Magnesium sulfide crystallises like rock salt: each magnesium ion touches six sulfide ions, and each sulfide ion six magnesium ions. The table puts this crystal, at one fixed geometry relaxed with r2SCAN, through methods that range from density functionals in plane waves to models with parameters fitted beforehand.

Rock-salt MgS (Fm-3m) by density functionals, tight binding and semi-empirical methods, without spin polarisation. All band gaps are for the same cell, relaxed with r2SCAN. The first three rows use plane waves and PAW, with cutoffs of 260, 420 and 500 eV and k meshes of 4 × 4 × 4, 8 × 8 × 8 and 8 × 8 × 8, in that order.

```csv
name,kind,band gap (eV),volume per atom (Å³),bulk modulus (GPa),atoms computed
PBE coarse-settings,low cutoff and mesh,2.788,n/a,n/a,2
PBE,semilocal,2.790,17.878,74.00,2
r2SCAN,semilocal,3.463,17.607,79.80,2
GFN1-xTB tblite,tight binding,0.017,17.462,62.70,64
PM7,semi-empirical,0.615,n/a,n/a,64
PBE SZV,small basis,0.000,n/a,n/a,2
GLLB-SC,model potential,5.381,n/a,n/a,2
GFN2-xTB tblite,tight binding,0.529,n/a,n/a,64
PBE sz-orbitals,small basis,3.249,n/a,n/a,2
PBE DZVP,small basis,2.645,n/a,n/a,2
PM6,semi-empirical,2.868,n/a,n/a,64
```

The band gap is the energy between the highest filled and the lowest empty electron level. The volume per atom is the one at which a method's own energy is lowest, and the bulk modulus B is the pressure needed per relative loss of volume. PBE and r2SCAN are approximate density functionals, and r2SCAN is the more elaborate of the two. "Atoms computed" is the size of the repeated unit that entered the calculation.

**(a) One row gives a gap of zero. Is magnesium sulfide a metal?**

*Solution.* No. Magnesium hands its two outer electrons to sulfur, which fills the sulfur 3p shell. The next free levels lie well above it, so a gap is what the chemistry demands. The row with zero gap, PBE SZV, uses the same functional as the plane-wave PBE row, which finds 2.79 eV. The plainest difference between the two is the basis, the set of functions from which the electron waves are built, and SZV allows only one function for each valence orbital. It is the likely culprit, but the table does not isolate it from the other settings of that run.

A poor basis can spoil a gap in either direction. If the potential is held fixed, taking functions away can only raise each level, or at best leave it where it was. The gap is the difference of two levels, so it shrinks if the filled one is raised more and grows if the empty one is. The table has gaps on both sides: the other minimal set, sz-orbitals, lands 0.46 eV above the plane-wave value, while the richer DZVP set lands 0.15 eV below it. The runs also differ in how finely they sample the electron waves, and a poor sample can widen a gap too, so part of the 0.46 eV may come from there. In a real run the potential is not fixed either, since a poor basis also distorts the density. The argument therefore does not explain why the SZV gap closes completely, and a fault of that run is not excluded. It does show that a minimal basis gives no safe upper or lower bound to the gap.

**(b) The coarse PBE run has fewer plane waves and a thinner mesh of k points, the sample of electron waves over which the crystal is averaged. Which of its digits can be trusted?**

*Solution.* The gap can be trusted to about 0.01 eV as a PBE result, because it differs from that of the careful run by only 0.002 eV. The two levels behind it are less well settled. The top of the filled band moves up by 0.027 eV and the bottom of the empty band by 0.025 eV, and the common part of the shift drops out of the difference.

The pressure has no such partner to cancel against. It measures how the total energy changes when the cell is squeezed, and it differs between the two runs by 0.37 GPa. Part (e) turns this into an error in volume. Good convergence of the gap is thus no licence to use the same settings for the size of the cell.

**(c) r2SCAN gives a wider gap than PBE, and GLLB-SC a wider one still. Why, and could one simply add a constant to the PBE gap?**

*Solution.* Both functionals were applied to the same cell, so the rise of 0.67 eV from PBE to r2SCAN comes from the functional and not from the distance between the ions. Theory supplies the reason. The true gap is the cost of removing an electron less the energy gained on adding one, and the exact potential jumps by a constant when that extra electron arrives. The PBE potential has no such jump, so its gap is too small in insulators as a rule. r2SCAN also responds to the kinetic energy of the orbitals, which brings in part of the effect. GLLB-SC adds an estimate of the jump explicitly, and its 5.38 eV is wide by design. Such an estimate can overshoot, and the table holds no reference that would tell which gap is nearest the truth.

A constant shift would be too simple. In this crystal the highest filled level belongs to the wave called Γ, which has the same phase in every cell, and the lowest empty level to the wave called X, which changes sign from one atomic layer to the next. From PBE to r2SCAN the gap at Γ itself grows by 0.92 eV, clearly more than the smallest gap does. The empty levels are therefore spread further apart as well as lifted. A correction fitted to the smallest gap would leave an error of about a quarter of an electronvolt in the gap at Γ, which matters for the onset of strong light absorption. A common factor does better in this crystal: the smallest gap grows by 24 % and the gap at Γ by 25 %.

**(d) What do the tight-binding and semi-empirical gaps tell us?**

*Solution.* Very little about this solid. GFN1-xTB leaves 0.017 eV, less than the 0.02 eV over which its level occupations were smeared, so its gap is in effect closed. GFN2-xTB and PM7 give roughly half an electronvolt. For PM7 this is doubly odd, since its orbital gap is of the Hartree-Fock kind, which usually comes out far too wide. These runs see few k points, but that is no excuse: the gap is the smallest distance found among the sampled levels, and for a given potential a thinner sample can never make it smaller. Besides, a cluster of 2 × 2 × 2 cubic cells contains both Γ and X, where the density functionals place the band edges.

The likely reason lies in what such methods are made to reproduce. Their parameters are tuned chiefly to shapes and energies, and largely on molecules, so the distance from filled to empty levels in an ionic crystal is poorly controlled. PM6 seems to be an exception, since it comes within 0.08 eV of PBE. Yet its close relative PM7 lies 2.25 eV lower, and PBE itself is no standard of truth for gaps. The agreement of PM6 is best read as an accident.

**(e) On the common cell PBE feels a pressure of 1.18 GPa, positive when the crystal pushes outwards. Estimate its own volume, then test the same rule on GFN1-xTB.**

*Solution.* Think of a spring clamped at the wrong length. Released, it moves by the force divided by its stiffness. For a crystal the force becomes the pressure P and the stiffness becomes B, so the relative change of volume is

ΔV/V ≈ P/B.

With the PBE modulus from the table, this gives 1.18/74.0 = 0.016, an expansion of 1.6 %. The common cell has 17.61 Å³ per atom, so the estimate is 17.61 × 1.016 = 17.89 Å³. The table has 17.88 Å³, which is 1.5 % above the r2SCAN volume.

GFN1-xTB is the opposite case. Its pressure on the common cell is −0.49 GPa, so the crystal pulls inwards, and the rule gives −0.49/62.7, a contraction of 0.8 %. The table shows nearly the same contraction, 0.82 % against 0.77 % from the rule. Neither volume was used to adjust the rule. The agreement, close for PBE and rougher for GFN1-xTB, fits the view that pressure, volume and modulus belong to one energy curve within each method, but it does not show which curve is nearest to nature.

Now the coarse run of part (b) can be judged. By the same rule its higher pressure would suggest an expansion of 2.1 % instead of 1.6 %, so a setting that leaves the gap almost untouched would shift the volume by about half a percent if the cell were relaxed on that pressure. That PBE wants the larger cell at all fits its known habit of binding solids somewhat too weakly.

**(f) PBE and GFN1-xTB both make the crystal softer than r2SCAN does. Is the reason the same?**

*Solution.* It is not, and the volumes give it away. Here the picture of the spring reaches its limit: an ideal spring has one stiffness, while a crystal grows stiffer as its ions are pressed together. The modulus rises with pressure roughly as B + B′P, where B′ is a pure number, usually near 4 for solids. That value is assumed here, not derived from the table.

PBE is softer than r2SCAN by 5.8 GPa, but it is also judged at a larger volume. Squeezed back to the common cell, its modulus becomes 74.0 + 4 × 1.18 = 78.7 GPa, close to the 79.8 GPa of r2SCAN. With B′ anywhere between 3 and 5, more than half of the deficit disappears. PBE is soft mainly because its crystal is too roomy by r2SCAN's measure.

GFN1-xTB has the smaller volume and should be stiffer on that account, yet its modulus lies 21 % below that of r2SCAN. That points to the forces themselves, though the few k points of the cluster may also play a part: with the gap closed, the energy depends more on the sampling, and the runs do not test this. The volume only tells where attraction and repulsion balance, whereas the modulus tells how fast the balance tips when the ions move. Two forces that are both too gentle can still balance at the right distance. Which force is at fault the runs do not tell. GFN1-xTB assigns the ions charges of only about ±0.4 e, but such charges depend on how the electrons are shared out, and charges that small would be expected to supply only a small part of the stiffness. On the common cell its gap is also closed, as part (d) found, so it describes a different electronic state from the insulator of r2SCAN.

For practical work this means that a good density does not vouch for good elastic data. If a method misses the modulus, a look at its volume shows whether the two errors can be linked, as they seem to be for PBE here, or not, as for GFN1-xTB.

**(g) Replace sulfur by oxygen. What changes, and would the choice of k mesh matter as much?**

*Solution.* Magnesium oxide has the same structure with a smaller anion. The ions sit closer, so their attraction is stronger and their repulsion steeper, which makes the oxide denser and much stiffer. By the rule of part (e), the same leftover pressure would then change its volume by a smaller percentage. Oxygen also holds its outer electrons more tightly than sulfur, so the filled levels lie deeper and the gap is wider. PBE underestimates it there too, for the reason given in part (c).

The mesh matters in a different way. In the sulfide the lowest empty level is at X, and a mesh centred on Γ contains X only if it has an even number of divisions. If only the levels at Γ were read, even from a well converged density, PBE would report the gap at that point, 2.79 + 0.93 = 3.72 eV, and the error could pass for an improvement because it widens a gap known to be too small. An odd mesh with several divisions comes closer to X and errs less, but in the same direction. In magnesium oxide both band edges lie at Γ, so any mesh that contains Γ and is fine enough for the density finds the smallest gap. Before trusting a gap, one should therefore know at which waves the two band edges lie.
